In the perovskite NaMgF₃ each magnesium ion sits at the centre of an octahedron of six fluoride ions. The calculation shifts all magnesium ions together along one axis of the cube and holds everything else still. On the positive side the known results end at a displacement of 0.225 Å. What will the energy, the force, the pressure and the band gap be at 0.2625 Å?

Cubic perovskite NaMgF₃ (5-atom cell, a = 3.951 Å, not relaxed with LDA), with all Mg atoms shifted along (0, 0, −1) and all else fixed. Computed with Ansatz 0.2.0 using plane-wave DFT, the LDA functional and scalar-relativistic PAW datasets made for PBE, without spin polarisation. Cutoff 420 eV, Γ-centred 6×6×6 k mesh, Gaussian smearing 0.05 eV; pressure is positive in compression.

```
displacement (Å)  energy change (eV a cell)  force along direction (eV/Å summed over the moved atoms)  pressure (GPa)  gap on mesh (eV)
            -0.3                      0.562                                                     4.681           -2.23             5.491
           -0.15                      0.116                                                     1.646           -5.54             5.598
               0                      0.000                                                     0.000           -6.49             5.634
           0.075                      0.027                                                    -0.743           -6.26             5.625
          0.1875                      0.188                                                    -2.212           -4.97             5.578
           0.225                      0.283                                                    -2.887           -4.24             5.554
          0.2625                          ?                                                         ?               ?                 ?
```

The energy change is counted from the undisturbed cell, and a force whose sign is opposite to that of the displacement pulls magnesium back. Negative pressure means tension: the cell would shrink if it were free to. The undisturbed cell has space group Pm-3m, and a shift of magnesium along one axis lowers that symmetry.

Read from top to bottom, the table seems to ask for an extrapolation beyond its last known row. Symmetry turns this into an easier task. The undisturbed crystal has a mirror plane through magnesium, so a shift to one side is the mirror image of an equal shift to the other. The row at −0.3 Å therefore also describes +0.3 Å, with the force reversed, and the unknown point lies between two known distances from the centre.

The known rows describe a single well. Every shifted cell lies above the undisturbed one in energy, and every force points back to the centre. The well isn't that of an ordinary spring, however. The restoring force per ångström of displacement is 9.9 eV/Å² at 0.075 Å and 15.6 eV/Å² at 0.3 Å, a rise of more than half.

The geometry suggests why. As magnesium moves, one Mg–F contact shortens and the opposite one lengthens by the same amount. At the displacement in question they measure 1.71 and 2.24 Å, against 1.98 Å at the centre. Repulsion between closed electron shells grows roughly exponentially as ions approach, so the squeezed contact stiffens by more than the stretched one softens. The pair together becomes stiffer the further magnesium moves, whichever way it goes.

Two other effects push magnesium outwards. In a simple picture of point charges, the electric forces of the whole lattice, taken together, favour the shift. The close-range repulsion from the four fluoride ions at the sides, no longer level with magnesium, also pushes it away from the centre. For small shifts both effects grow in proportion to the displacement. With d for the displacement and F for the force along the direction of motion, the balance reads

F = A d − B sinh(d/s)

Here sinh(x) = (eˣ − e⁻ˣ)/2 is the difference between the two opposed exponential repulsions, and A, B and s are constants. They were fitted to the forces of the six known rows, which gives A = 9.493 eV/Å², B = 4.326 eV/Å and s = 0.2271 Å. The row to be forecast took no part. The straight-line term only approximates the two outward effects, and the three constants can partly make up for one another. None of them should be read as the true strength or range of a single force.

For d = 0.2625 Å the estimate runs as follows:

d/s = 0.2625 / 0.2271 = 1.156
sinh(1.156) = 1.431
F = 9.493 × 0.2625 − 4.326 × 1.431 = 2.49 − 6.19 = −3.70 eV/Å

The energy needs no separate theory, because it is the work done against this force on the way out from the centre. Integrating the fitted force reproduces the known energies to within 0.001 eV, with an overall scale factor that comes out as one. Force and energy thus tell the same story, and the hardening is no numerical accident.

The pressure follows from the same lopsided repulsion. The squeezed contact pushes outwards on the cell by more than the stretched contact eases off, so the tension should weaken as magnesium leaves the centre. The known rows show this, from −6.49 GPa at the centre to −2.23 GPa at −0.3 Å. Resolved by direction, the stress changes mainly along the line of motion, where tension has given way to compression at −0.3 Å. Across that line the tension even grows slightly. Because shifts to either side are equivalent, a constant with terms in d² and d⁴ is a natural description, and it was fitted to the six known pressures. For the gap, which changes little, a constant and a d² term suffice.

The forecasts for 0.2625 Å are these, with ranges judged from the smoothness of the known rows:

Force: −3.70 eV/Å (−3.72 to −3.68)
Energy change: 0.406 eV (0.403 to 0.409)
Pressure: −3.34 GPa (−3.37 to −3.30), still tension
Gap: 5.525 eV (5.520 to 5.530), still an insulator

A constant spring, with its stiffness taken from the smallest shift, would give a clearly weaker force of −2.60 eV/Å and an energy of 0.341 eV.

The withheld rows as computed:

```
displacement (Å)  energy change (eV a cell)  force along direction (eV/Å summed over the moved atoms)  pressure (GPa)  gap on mesh (eV)
          0.2625                      0.406                                                    -3.699           -3.34             5.525
```

All four computed values fall inside their ranges, and each agrees with its forecast to the digits quoted. This shows that the curve is smooth and that the mirror image was put to proper use. It is weaker evidence for the mechanism, since another smooth curve with the right symmetry would also pass close to a point between two known distances.

Better evidence comes from the forces on the other atoms, which the same calculation gives but the table leaves out. Between shifts of 0.075 and 0.3 Å, the restoring force per ångström rises by 5.7 eV/Å². The opposing force on the fluoride ion in line with the motion accounts for 5.5 eV/Å² of that rise. The stiffening therefore sits almost wholly in the Mg–F contacts that are squeezed and stretched.

The constant spring fails in an instructive way. Its force is too weak by 1.10 eV/Å, or 30 % of the computed value, while its energy is too low by 0.406 − 0.341 = 0.065 eV, or 16 %. The energy suffers less because it adds up the force along the whole path, and the early part of that path is still soft. A stiffness measured near the centre is therefore a safer guide to the energy of a moderate shift than to the force at its end.

A simpler forecast can leave out the rows on the negative side, though its odd powers still rely on the symmetry. A force with a linear and a cubic term, fitted only to the three known rows at positive displacement, gives −3.68 eV/Å at 0.2625 Å, about half a per cent too weak. At 0.3 Å from the centre the same formula is already 1.3 % too weak. It lacks the higher terms through which the stiffening gathers pace, and their absence matters more the further the formula is carried beyond the rows it was fitted to.

The pressures also tell how the well would respond to a change of cell size. Pressure measures how energy falls with growing volume, so the pressure difference between a shifted and the undisturbed cell gives the change in the cost of the shift. At 0.225 Å and at −0.3 Å this cost falls by about 3 % for each per cent of added volume, if the ions keep their relative positions in the cell. More room relieves the squeezed contact, and a slightly smaller cell would hold magnesium more firmly.

This matters because the cell used here is under tension at the centre. LDA usually favours cells that are somewhat too small, so some tension is to be expected in a cell that wasn't relaxed with it. The size of that tension is uncertain, as the LDA calculation used atomic datasets made for another functional and a finite plane-wave cutoff. If the tension is real, the relaxed cell would be smaller and its well somewhat steeper. Differences between rows should be more trustworthy than the absolute pressures, because cell, datasets and cutoff are the same throughout. The same holds for the gaps, since LDA generally makes absolute gaps too small.

That magnesium returns to the centre at all fits its chemistry. In some oxide perovskites a titanium ion gains energy by moving off centre, because its low-lying empty d orbitals can form stronger bonds with the nearer oxygen. Mg²⁺ has no such orbitals within easy reach, so little bonding is gained to pay for the squeezed contact. This argument rests on general chemistry, as energies and forces alone don't reveal the bonding. It suggests an expectation for related crystals, which this single scan can't test: a small ion in a tight cage should tend to stay central if it has no low-lying empty orbitals to bond with.

The single well doesn't establish that the cubic crystal is stable. Only one motion was examined, with magnesium moving in step in all cells while sodium and fluorine stayed fixed. Real NaMgF₃ is orthorhombic at ordinary conditions because its fluoride octahedra tilt, and a scan that holds the fluoride ions still cannot detect that. The printed analysis after this text gives the fits, their typical and largest deviations, and the misses for rows left out of them.

Printed output of the fit:

```
Force per displacement at 0.075 Å, eV/Å²: 9.907
Force per displacement at -0.3 Å, eV/Å²: 15.6
Rise of force per displacement from 0.075 to 0.3 Å, percent: 57.5
Short Mg-F contact at the withheld displacement, Å: 1.713
Long Mg-F contact at the withheld displacement, Å: 2.238
Constant-spring force at the withheld displacement, eV/Å: -2.6
Constant-spring energy at the withheld displacement, eV: 0.3413
fit of force_along_direction on 6 rows: coefficient of displacement 9.493 +/- 0.0013, coefficient of (exp(displacement/s) - exp(-displacement/s))/2 -4.326 +/- 0.00025, s 0.2271; rms 3.54e-05, worst 0.075 6.57e-05, leave-one-out rms 0.000105
  rows outside the fit (model, value, miss): 0.2625 -3.699, -3.699, -0.000403
fit of force_along_direction on 3 rows (displacement > 0): coefficient of displacement -9.508 +/- 0.045, coefficient of displacement**3 -65.51 +/- 1; rms 0.00216, worst 0.1875 -0.00262, leave-one-out rms 0.00736
  rows outside the fit (model, value, miss): -0.3 4.621, 4.681, -0.0597; -0.15 1.647, 1.646, 0.00132; 0.0 0, 0, 0; 0.2625 -3.681, -3.699, 0.0181
fit of energy_change on 6 rows: coefficient of integral 1 +/- 0.00063; rms 0.000385, worst -0.15 -0.000545, leave-one-out rms 0.000655
  rows outside the fit (model, value, miss): 0.2625 0.4058, 0.406, -0.000201
fit of pressure on 6 rows: constant -6.491 +/- 0.0012, coefficient of displacement**2 40.67 +/- 0.072, coefficient of displacement**4 74.21 +/- 0.77; rms 0.00113, worst 0.225 -0.00186, leave-one-out rms 0.00801
  rows outside the fit (model, value, miss): 0.2625 -3.336, -3.34, 0.00378
fit of gap_on_mesh on 6 rows: constant 5.634 +/- 0.00015, coefficient of displacement**2 -1.587 +/- 0.0034; rms 0.000205, worst 0.225 -0.000405, leave-one-out rms 0.000312
  rows outside the fit (model, value, miss): 0.2625 5.525, 5.525, -0.000412
Percent fall of displacement energy per percent volume growth, at 0.225 Å: 3.061
Percent fall of displacement energy per percent volume growth, at -0.3 Å: 2.918
Gap change from the centre to -0.3 Å, eV: -0.143
Constant-spring force less computed force in the withheld row, eV/Å: 1.099
```
